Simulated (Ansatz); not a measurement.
# TiRe: energy less free atoms and pressure against volume scale

Results calculated with Ansatz 0.2.0, not measured. Periodic Kohn-Sham DFT of a crystal at fixed atoms, scaled to volume_scale times the given cell; pressure positive in compression, energy less spherical unpolarised free atoms, largest_vzz the field gradient of largest size among the nuclei.

The cell before it is scaled or strained (space group Pm-3m, No. 221):
```
TiRe
1.0
      3.1180     0.0000     0.0000
      0.0000     3.1180     0.0000
      0.0000     0.0000     3.1180
Ti Re
1 1
Direct
  0.50000 0.50000 0.50000
  0.00000 0.00000 0.00000
```

Settings of every row: method all-electron LAPW; functional PBEsol; relativity scalar; k mesh 13x13x13; filling fermi-dirac; smearing width 0.05 eV; basis error target 1 meV/atom; nucleus gaussian.

Atom start moment: 0 on all atoms.

Limits: no spin-orbit coupling on heavy atoms.

```csv
row,volume scale,V (Å³/atom),energy less free atoms (eV/atom),pressure (GPa)
1,0.94,14.247,-10.2324,7.232
2,0.96,14.55,-10.2407,1.689
3,0.98,14.853,-10.2391,-3.287
4,0.99,15.005,?,?
5,1,15.156,-10.2286,-7.753
6,1.01,15.308,-10.2203,-9.813
7,1.02,15.46,-10.21,-11.766
8,1.04,15.763,-10.1843,-15.375
9,1.06,16.066,-10.1521,-18.62
```

Question: what energy less free atoms and pressure should row 4 give?

Worked fit of energy less free atoms. Take u = (V_r/V)^(2/3) − 1 with V_r = 15.232 Å³ an atom, which is twice the finite (Eulerian) strain; such expansions in the strain, on which the Birch-Murnaghan equation of state is built, carry the rest volume and the bulk modulus. The shown rows have u = 0.04558, 0.03101, 0.01694, 0.00334, -0.00331, -0.00986, -0.02259, -0.03491. Least squares give energy less free atoms = −10.22469 − 1.2514 × u + 23.733 × u² eV/atom; a straight line predicts inner rows, each left out in turn, worse (root mean square 0.012 against 3.1e-05 eV/atom). All shown rows lie on it to the printed digit. Its lowest point lies at u = 0.0264, or V = 14.65 Å³ an atom, and the curvature there gives the bulk modulus at fixed shape and fractions, B = (4/9)(1 + u)² E″(u)/V = 243 GPa. The withheld row has u = 0.01006, so the fit gives −10.22469 − 1.2514 × (0.01006) + 23.733 × (0.01006)² = -10.2349 eV/atom.

The calculation gave -10.2349 eV/atom. The fit meets it to the printed digit.

Worked fit of pressure. Take u = (V_r/V)^(2/3) − 1 with V_r = 15.232 Å³ an atom, which is twice the finite (Eulerian) strain; such expansions in the strain, on which the Birch-Murnaghan equation of state is built, carry the rest volume and the bulk modulus. The shown rows have u = 0.04558, 0.03101, 0.01694, 0.00334, -0.00331, -0.00986, -0.02259, -0.03491. Least squares give pressure = −8.7943 + 310.259 × u + 861.28 × u² + 1021 × u³ GPa; a parabola predicts inner rows, each left out in turn, worse (root mean square 0.017 against 0.0048 GPa). The rows lie off it by -0.001, 0.003, -0.001, -0.005, -0.001, 0.005, 0.000, -0.001 (root mean square 0.0028 GPa). The pressure vanishes at u = 0.0264, or V = 14.65 Å³ an atom, and there the bulk modulus at fixed shape and fractions is B = −V dP/dV = (2/3)(1 + u) dP/du = 245 GPa. The withheld row has u = 0.01006, so the fit gives −8.7943 + 310.259 × (0.01006) + 861.28 × (0.01006)² + 1021 × (0.01006)³ = -5.585 GPa.

The calculation gave -5.58 GPa. The fit lies 0.005 GPa (0.019 % of the column's range) below it; its largest miss of a shown row is 0.005 GPa.
